**Choosing a level of theory for ionising 2+ ions**

The ionisation energies (IE) in the NIST column are 28 to 48 eV, so 1 % means 0.3 to 0.5 eV, while the NIST values are known to 0.05 eV or better. The Coulomb scale e²/r of a valence orbital at 2 bohr is about 14 eV. Three different events are tabulated: loss from d¹⁰ (Cd, Hg), from s¹ (Al, In, Tl) and from s² (C, Pb). The Dirac-Fock column comes from a B-spline radial atomic code: Dirac-Coulomb Hamiltonian, Fermi nucleus, average over the configuration, no correlation, Breit or QED terms.

Doubly charged ions in NIST's ground configurations, computed with Quantum ESPRESSO ld1.x 7.5: spherical all-electron LDA-PZ, scalar-relativistic, spin-polarised, open shells at highest spin, point nucleus. The last column is from a B-spline radial atomic code, version 1: Dirac-Coulomb, Fermi nucleus, configuration average. Ionisation energies are total-energy differences.

```tsv
species	Z	electrons	configuration	electron removed from	ionisation energy (eV)	−ε(highest occupied) (eV)	highest level mean radius (bohr)	NIST table (eV)	stated uncertainty (eV)	computed less table (eV)	−ε / IE	IE, Dirac-Fock (eV)
Cd2+	48	46	[Kr] 4d10	4d	38.0800	30.706	1.2537	37.468	0.006	0.612	0.806	36.087
Hg2+	80	78	[Xe] 4f14 5d10	5d	35.6603	29.072	1.4434	34.49	0.05	1.17	0.815	33.726
Al2+	13	11	[Ne] 3s1	3s	28.8619	24.578	2.1830	28.447642	2.5e-05	0.414	0.852	28.088
In2+	49	47	[Kr] 4d10 5s1	5s	28.9642	24.519	2.3195	28.04415	0.00012	0.920	0.847	26.620
Tl2+	81	79	[Xe] 4f14 5d10 6s1	6s	30.7854	26.159	2.2591	29.852	0.0006	0.933	0.850	28.177
C2+	6	4	[He] 2s2	2s	46.9803	40.172	1.3666	47.88778	0.00025	-0.908	0.855	45.802
Pb2+	82	80	[Xe] 4f14 5d10 6s2	6s	32.6716	27.877	2.1680	31.9373	0.0006	0.734	0.853	29.851
```

**(a)** By how much does −ε, the negative of the highest occupied LDA eigenvalue, differ from the LDA total-energy difference, and why?

*Solution.* The gap IE + ε is 4.3 to 7.4 eV, and −ε lies 12 to 18 % below NIST. Take a frozen orbital with occupation f, one-electron energy h, self-repulsion J and LDA self-exchange X:

E(f) = fh + f²J/2 − f^(4/3)X.

Janak's theorem gives ε = dE/df = h + J − 4X/3 at f = 1, while IE = E(0) − E(1) = −(h + J/2 − X). Adding,

IE + ε = J/2 − X/3 = c/⟨r⟩,

since J and X scale inversely with the mean radius ⟨r⟩ for orbitals of one shape; relaxation and overlap with the other electrons are left out. Even if X cancelled J/2 exactly in the energy, a gap J/3 would remain: self-interaction spoils the slope far more than the difference. A hydrogen 1s orbital has J/2 = 0.3125, X = 0.268 hartree and ⟨r⟩ = 1.5 bohr, so c = (0.3125 − 0.268/3) × 1.5 = 0.335 hartree bohr with nothing fitted, though the nodeless 1s shape only stands in for the nodal valence orbitals and close agreement owes something to omitted terms that cancel. For Al²⁺, 0.335 × 27.2 eV / 2.183 = 4.17 eV, and 24.58 + 4.17 = 28.75 eV against the computed 28.86. This is one of the best rows; In, Tl and Pb come out 0.5 to 0.6 eV low, the direction expected when the valence orbital overlaps like-spin d¹⁰ core density, which flattens the exchange energy in f so that less than X/3 is taken off J/2. A more compact orbital has a larger gap, except that Al²⁺ has the smallest gap although the orbitals of In²⁺ and Tl²⁺ are larger.

Fitting c to all seven rows gives 0.35 and an rms miss of 0.27 eV on the LDA IE. A constant −ε/IE fitted to the five s rows does better there (0.12 eV against 0.28), because (IE + ε)·⟨r⟩ and IE·⟨r⟩ vary together among them, both being lower for Al and C than for In, Tl and Pb, but it misses Cd and Hg by 2.05 and 1.55 eV, where c/⟨r⟩ from the same five rows misses by under 0.5. For d¹⁰ only the J/2 scaling carries over: the electron shares its spin channel with four other d electrons, so the f^(4/3) term does not apply, and relaxation of the shell lowers the gap instead, which makes the similar c a cancellation. The radii form two clusters, so the power of ⟨r⟩ is loosely fixed. The printed output lists every residual.

Averaging the eigenvalues before and after ionisation assumes ε linear in f. For Hg the same runs give (29.07 + 42.45)/2 = 35.76 eV, 0.10 above the difference. For C the average is 0.89 eV low, with the sign expected when the valence spin channel empties and the f^(1/3) exchange term bends ε. The frozen model gives −X/3, about −2.7 eV, three times too much; overlap with the 1s density and correlation, both left out, work against the bend. Janak's theorem is only approximate in this scalar-relativistic scheme.

**(b)** Where do the LDA and Dirac-Fock differences fail against NIST, and which missing physics is responsible?

*Solution.* Dirac-Fock is low in every row, by 0.36 to 2.09 eV. The parent ion has one electron more to correlate than the product, so omitting correlation underbinds it. With a single s electron this is core–valence correlation: the deficits 0.36, 1.4 and 1.7 eV for Al, In, Tl rise in the order of the core size Σr² (3.7, 25.7, 37.5 bohr² in the LDA runs), an ordering of three points and no more. The deficit of Pb²⁺ is 0.41 eV larger than that of Tl²⁺, as correlation within an s² pair would suggest. C²⁺ has a tiny core yet a 2.09 eV deficit, the known 2s²–2p² mixing of beryllium-like ions. Breit, QED and recoil terms shift no row by more than 0.07 eV and cannot be the cause. Freezing the orbitals (Koopmans) raises the s rows by only 0.02 to 0.32 eV, which offsets a little of the deficit. For the d¹⁰ ions the negative of the highest Dirac-Fock level exceeds the difference by 1.66 eV (Cd) and 0.69 eV (Hg), but these gaps understate relaxation. The level is that of d5/2 alone, while the difference leads to the d⁹ average, which lies higher than J = 5/2 by roughly 0.3 and 0.8 eV (estimated below from recalled splittings). Relaxation is therefore nearer 1.9 eV for Cd and 1.5 eV for Hg. That the Hg level lands within 0.1 eV of NIST is a cancellation of this missing relaxation against missing correlation, not accuracy.

LDA overshoots by 0.41 to 1.17 eV, except C²⁺ at −0.91. The next ionisation, of C³⁺, errs by only −0.11 eV, which points to the 2s² pair as the source of that failure.

The d rows carry a mismatch that is no fault of the functional. Both calculations average d⁹, whose levels J = 5/2 and 3/2 have weights 6 and 4, so the average lies 0.4Δ above the lowest level that NIST uses, Δ being the splitting. Rough recalled splittings of 0.7 eV (Cd³⁺) and 1.9 eV (Hg³⁺) give offsets of 0.3 and 0.8 eV. Their difference, 0.5 eV, is close to what both levels miss on the Hg − Cd step (0.56 and 0.62 eV). The LDA errors then shrink to about +0.3 and +0.4 eV, and the Dirac-Fock deficits deepen to about 1.7 and 1.5 eV.

**(c)** Which level serves a target of 1 eV, an ordering of two ions, and a target of 0.1 eV, and at what cost?

*Solution.* For 1 eV, use the LDA difference: six of seven rows pass, Hg²⁺ failing before the fine-structure offset, and the mean absolute error is 0.81 eV (2.4 % of NIST) against 1.40 for Dirac-Fock and 5.0 for −ε. A second run, twice the work of the eigenvalue, removes most of that 5 eV. Dirac-Fock adds nonlocal exchange, growing with the number of subshell pairs, and here buys no accuracy, apart from a near tie at Al²⁺ and the mismatched Hg²⁺ row.

Orderings depend on whether errors cancel. Tl²⁺ is bound 1.81 eV more strongly than In²⁺, with a smaller orbital (2.26 against 2.32 bohr), which relativistic and 4f contraction explain in the standard way; LDA reproduces the step to about 0.01 eV because both ions are 0.9 eV high. In²⁺ − Al²⁺ compares unlike cores: NIST has −0.40 eV, LDA +0.10, Dirac-Fock −1.47.

For 0.1 eV neither level passes in any row. Averaging the two lowers the mean absolute error to 0.49 eV but is empirical: the LDA weight needed runs from 0.39 to 0.74, and is 1.77 for C²⁺, where both are low. The target calls for explicit correlation, including the core and mixed configurations, at a cost rising as a high power of the number of occupied and virtual orbitals, and for resolved J levels; Breit and QED come after these.

The two computed columns differ in Hamiltonian, nucleus and spin treatment as well as in exchange and correlation. How much of LDA's 0.7 to 0.9 eV overshoot for In, Tl and Pb belongs to the functional, and how much to the scalar-relativistic point-nucleus setting, is not separated by these runs. In (Z = 49) and Tl (Z = 81) overshoot alike, while errors of the setting grow steeply with Z and nuclear size moves a valence s level far less than this, so the functional is the likelier source.

Printed output of the fit:

```
floor: rounding 0.0005 eV; largest NIST uncertainty 0.05 eV (Hg2+)
errors vs NIST, eV (%): ion | -eps LDA | dE LDA | dE HF | LDA-HF | LDA weight to hit NIST | error of mean
 Cd2+ -6.76 (-18.0) +0.612 (+1.6) -1.381 (-3.7) 1.993 0.69 -0.385
 Hg2+ -5.42 (-15.7) +1.170 (+3.4) -0.764 (-2.2) 1.934 0.39 +0.203
 Al2+ -3.87 (-13.6) +0.414 (+1.5) -0.360 (-1.3) 0.774 0.46 +0.027
 In2+ -3.53 (-12.6) +0.920 (+3.3) -1.424 (-5.1) 2.344 0.61 -0.252
 Tl2+ -3.69 (-12.4) +0.933 (+3.1) -1.675 (-5.6) 2.608 0.64 -0.371
  C2+ -7.72 (-16.1) -0.907 (-1.9) -2.086 (-4.4) 1.178 1.77 -1.497
 Pb2+ -4.06 (-12.7) +0.734 (+2.3) -2.086 (-6.5) 2.821 0.74 -0.676
-eps LDA               n=7 mean -5.01 MAE 5.01 (14.4%) max 7.72 eV (C2+); within 0.1/0.5/1 eV: 0/0/0
dE LDA                 n=7 mean +0.55 MAE 0.81 (2.4%) max 1.17 eV (Hg2+); within 0.1/0.5/1 eV: 0/1/6
dE HF                  n=7 mean -1.40 MAE 1.40 (4.1%) max 2.09 eV (Pb2+); within 0.1/0.5/1 eV: 0/1/2
mean of LDA, HF        n=7 mean -0.42 MAE 0.49 (1.3%) max 1.50 eV (C2+); within 0.1/0.5/1 eV: 1/5/6
s rows dE LDA          n=5 mean +0.42 MAE 0.78 (2.4%) max 0.93 eV (Tl2+); within 0.1/0.5/1 eV: 0/1/5
s rows dE HF           n=5 mean -1.53 MAE 1.53 (4.6%) max 2.09 eV (Pb2+); within 0.1/0.5/1 eV: 0/1/1
s rows Koopmans HF     n=5 mean -1.32 MAE 1.32 (4.0%) max 1.77 eV (C2+); within 0.1/0.5/1 eV: 0/1/1
HF Koopmans less dE (relaxation), eV: Al2+ 0.019 In2+ 0.135 Tl2+ 0.238 C2+ 0.316 Pb2+ 0.322
Breit+QED+recoil shift of HF IE, eV: Cd2+ +0.011 Al2+ -0.005 In2+ -0.028 Tl2+ -0.066 C2+ -0.006 Pb2+ -0.067
s1 rows HF deficit eV / core sum r^2: Al2+ 0.36/3.7 In2+ 1.42/25.7 Tl2+ 1.68/37.5
HF deficit Pb less Tl 0.41 eV; LDA error of C3+ -0.11 eV
Cd2+ rough offset 0.4*split 0.3 eV -> LDA error ~+0.3, HF ~-1.7 eV
Hg2+ rough offset 0.4*split 0.8 eV -> LDA error ~+0.4, HF ~-1.5 eV
rough offset Hg less Cd 0.5 eV
steps, eV: pair | NIST | LDA (miss) | HF (miss)
In2+-Al2+ -0.403 | +0.102 (+0.506) | -1.468 (-1.065)
Tl2+-In2+ +1.808 | +1.821 (+0.013) | +1.557 (-0.251)
Hg2+-Cd2+ -2.978 | -2.420 (+0.558) | -2.361 (+0.617)
Pb2+-Tl2+ +2.085 | +1.886 (-0.199) | +1.674 (-0.411)
frozen hydrogenic 1s: J/2=0.3125, X=0.268 hartree, c0=(J/2-X/3)<r>=0.335 hartree bohr
ion | IE+eps eV | gap*<r> | IE*<r> (hartree bohr) | resid c0/r, c/r, const ratio (eV)
 Cd2+ 7.374 0.340 1.75 -0.11 +0.28 -1.50
 Hg2+ 6.588 0.349 1.89 -0.28 +0.06 -1.03
 Al2+ 4.284 0.344 2.32 -0.11 +0.11 +0.42
 In2+ 4.445 0.379 2.47 -0.52 -0.31 +0.24
 Tl2+ 4.626 0.384 2.56 -0.59 -0.38 +0.38
  C2+ 6.808 0.342 2.36 -0.14 +0.21 +0.87
 Pb2+ 4.795 0.382 2.60 -0.59 -0.37 +0.54
all rows: c=0.353 rms 0.27 worst Tl2+; ratio=0.839 rms 0.82 worst Cd2+; c0 rms 0.40 eV
fit to s rows only: c=0.360 rms 0.28; ratio=0.852 rms 0.12 eV
  carried to Cd, Hg: c/r +0.44 +0.20; ratio -2.05 -1.55 eV
free exponent of gap vs <r>: -0.84 (two clusters of radii)
Hg2+ mean of end-point -eps 35.759, less dE LDA +0.099 eV
C2+ mean of end-point -eps 46.087, less dE LDA -0.893 eV
```
